## How strain opens and closes the gap of germanium

The gap of a semiconductor is the distance between two particular states, and strain acts on each of them in its own way. In germanium the top of the valence band lies at Γ, the centre of the Brillouin zone, and is made of bonding p orbitals. The lowest conduction state at Γ is an antibonding combination of s orbitals. Other conduction valleys, at L and on the line from Γ to X, lie close in energy. A strain can change the length of the bonds, or it can make directions unequal that were equal before.

Strained Ge in the diamond structure (unstrained a = 5.674 Å), calculated with Ansatz 0.2.0 using r2SCAN, plane-wave PAW, a 500 eV cutoff and an 8×8×8 k mesh, without spin polarisation; atoms are relaxed under strain. Strain is given per length, shear as the engineering angle; uniaxial strain holds the sides fixed, and epitaxial strain lets the normal relax.

```csv
strain kind,strain (%),band gap (eV),band gap change (eV),least direct gap change (eV),gap kind
epitaxial xy,-4.0,0.301,-0.060,0.278,indirect
hydrostatic,-1.5,0.593,0.231,0.448,indirect
hydrostatic,1.0,0.075,-0.287,-0.287,direct
shear xy,1.5,0.287,-0.074,-0.074,direct
uniaxial 111,1.5,0.163,-0.198,-0.198,direct
```

The band gap is the distance from the valence top to the lowest conduction state anywhere in the zone. The least direct gap keeps both states at the same point, which is Γ in every row. Changes are counted from the unstrained cell.

### 1. Which strains leave the gap direct?

The three rows with positive strain are direct, and all three lose gap. In these rows the two columns of changes agree, because both follow the same pair of states at Γ. The two compressed rows are indirect, and there the columns part. The strains differ in size and definition, so the raw changes don't rank the kinds of strain by their strength.

The unstrained cell has a direct gap of 0.36 eV. Real germanium is indirect, with its lowest conduction valley at L, so this starting point is a fault of the calculation. Question 3 shows how small a strain reverses the order.

### 2. Why does squeezing the crystal widen the gap at Γ?

An antibonding s state has a node between neighbouring atoms. When the atoms approach, their orbitals overlap more strongly and this state is pushed up relative to the bonding p states. Stretching the bonds does the opposite.

The two hydrostatic rows show how regular the response is. The direct gap changes by about 0.30 eV per percent of length on compression and by 0.29 eV per percent on expansion. Over this range it is thus nearly a straight line.

### 3. Why does the band gap gain only about half as much as the direct gap?

In the compressed hydrostatic row the direct gap grows by 0.448 eV, the band gap by only 0.231 eV. The cause is a change of valley: the state at Γ has risen past the one at L, which now sets the gap. The state at L is a less pure s antibonding state and responds more weakly. The gap to L grows by only 0.16 eV under the same strain.

The crossing can be located from the two ends. Without strain the L valley lies 0.075 eV above the one at Γ; at −1.5 % it lies 0.217 eV below. A straight line between them crosses zero at a fraction 0.075/(0.075 + 0.217) of the way, which is a strain of about −0.4 %.

So small a strain decides whether the calculated crystal is direct or indirect. The measured lattice constant is shorter than the calculated one by a few tenths of a percent (a rough recalled figure), so in a cell of that size the two valleys would come out about level. In real germanium L lies below Γ by more than a tenth of an electronvolt, also a recalled figure. The slightly wide cell thus explains only part of the error. In silicon the question would hardly arise. Its lowest valley lies near X and its s antibonding state at Γ far above, so the gap doesn't inherit the strong response of that state.

### 4. How can a shear close the gap when the volume stays the same?

Without strain, the p states along x, y and z have the same energy at the valence top. A shear in the xy plane lengthens one diagonal of that plane and shortens the other. The x and y orbitals then combine into two states along the diagonals with different energies, while the z orbital is barely concerned.

The calculated levels follow this picture closely. One valence level rises by 0.065 eV, one falls by about as much and the third hardly moves. The gap is measured from the highest of them, so it shrinks although their average stays put. The conduction edge adds only 0.009 eV to the total loss of 0.074 eV.

Reversing the shear merely exchanges the two diagonals, which are equivalent in the diamond structure. The gap would therefore shrink by the same amount. Volume change can open or close the direct gap, whereas the splitting of the valence top always works towards closing it.

### 5. How much of the loss under a stretch along 111 is due to volume?

This stretch holds the sides fixed, so it both enlarges the cell and makes one direction special. The two effects can be treated as adding. The volume part is taken from the hydrostatic row of the same sign, on the assumption that the direct gap follows the logarithm of the volume $V$:

$$\Delta E_{\text{vol}} = \Delta E_{\text{hyd}}\,\frac{\ln(V/V_0)}{\ln(V_{\text{hyd}}/V_0)}$$

Here $V_0$ is the unstrained volume, and $\Delta E_{\text{hyd}}$ and $V_{\text{hyd}}$ belong to the hydrostatic row. For the 111 row this gives

$$\Delta E_{\text{vol}} = -0.287\ \text{eV}\times\frac{\ln 1.015}{3\ln 1.01} \approx -0.143\ \text{eV}.$$

The calculated change is −0.198 eV, so volume accounts for nearly three quarters of it. The 111 row had no part in setting the rate. The remaining 0.055 eV comes from the change of shape, and by analogy with the shear most of it should be valence splitting, since a stretch along 111 also makes the p states unequal. The output after this text gives the same division for each row; the hydrostatic rows fit it by construction.

### 6. Does a compressed germanium film on silicon gain a larger gap?

Germanium grown in registry with silicon is squeezed in the plane by roughly 4 %, which is the case of the epitaxial row. The film expands along its normal, but its volume still falls by 5.3 %. Volume alone would widen the direct gap by about 0.54 eV; the change of shape takes back about half of that. This division is rough, because the compression goes somewhat beyond that of the hydrostatic row.

The direct gap thus rises to 0.64 eV, yet the band gap is only 0.301 eV, slightly less than without strain. The lowest conduction state now lies on the line from Γ to X, along an axis in the plane of the film. Two known effects favour this valley. Its distance from the valence top hardly changes with volume, whereas the valleys at Γ and L rise when the crystal is squeezed. Compression in the plane also makes the X-type valleys unequal and lowers those along the squeezed axes relative to the one along the normal.

The valley was located on a mesh with points only every quarter of the way from Γ to X, so its true bottom may lie lower but not higher. The row also describes a bulk crystal under the strain of such a film. A real film keeps this strain only while it is very thin, and confinement would then tend to widen its gap.

### 7. Which of these digits would survive a better calculation?

The safest results are the differences that follow one pair of states, such as the rate of the direct gap under hydrostatic strain. A constant error in the gap cancels there. The change of −0.060 eV in the epitaxial row is less safe, since it compares two different conduction valleys, and the functional need not err equally for both. Its sign shouldn't be leaned on.

Spin–orbit coupling, which these calculations leave out, would raise the unstrained valence top by roughly 0.1 eV. That is more than the whole gap of 0.075 eV in the expanded hydrostatic row, so at this level of theory the gap would close. It wouldn't follow that real germanium becomes a metal there, because its unstrained gap is considerably larger than the calculated one. The coupling lowers the gaps to Γ and L alike, so it can't repair their order.

The shear row would change in a subtler way. Spin–orbit coupling already separates the p states before any strain is applied, and a shear then raises the top level by less than it raises a threefold one. The loss of 0.074 eV is therefore an upper estimate as far as the valence splitting is concerned. The third decimal serves to compare the columns with one another. In the epitaxial row the coarse mesh alone may shift the band gap by more than that, and as a statement about germanium even the first decimal of a gap is open to doubt.

Output of the analysis:

```
Unstrained gap at Gamma in eV: 0.3617
Direct gap and its lead over the least gap in eV:
           row  direct gap  direct less least gap
  epitaxial xy      0.6397                 0.3387
   hydrostatic      0.8097                 0.2167
   hydrostatic     0.07471              -0.000293
      shear xy      0.2877               0.000707
  uniaxial 111      0.1637               0.000707
Direct gap change per percent of hydrostatic strain from the compressed row in eV: -0.2987
Direct gap change per percent of hydrostatic strain from the stretched row in eV: -0.287
Unstrained gap to L in eV: 0.4364
Unstrained L edge above the Gamma edge in eV: 0.07467
Rise of the gap to L in the compressed hydrostatic row in eV: 0.1566
Hydrostatic strain where Gamma and L cross by linear interpolation in percent: -0.3844
Shear shift of the upper valence level in eV: 0.06531
Shear shift of the middle valence level in eV: -0.001275
Shear shift of the lower valence level in eV: -0.06355
Shear shift of the conduction edge in eV: -0.009044
Direct gap change split into volume and shape:
           row  volume change in percent  volume part in eV  remainder in eV
  epitaxial xy                    -5.312             0.5393          -0.2613
   hydrostatic                    -4.433              0.448        5.551e-17
   hydrostatic                      3.03             -0.287                0
      shear xy                         0                  0           -0.074
  uniaxial 111                       1.5            -0.1431         -0.05485
Rough rise of the valence top by spin-orbit coupling in eV: 0.09667
Smallest gap of the table less that rise in eV: -0.02167
```
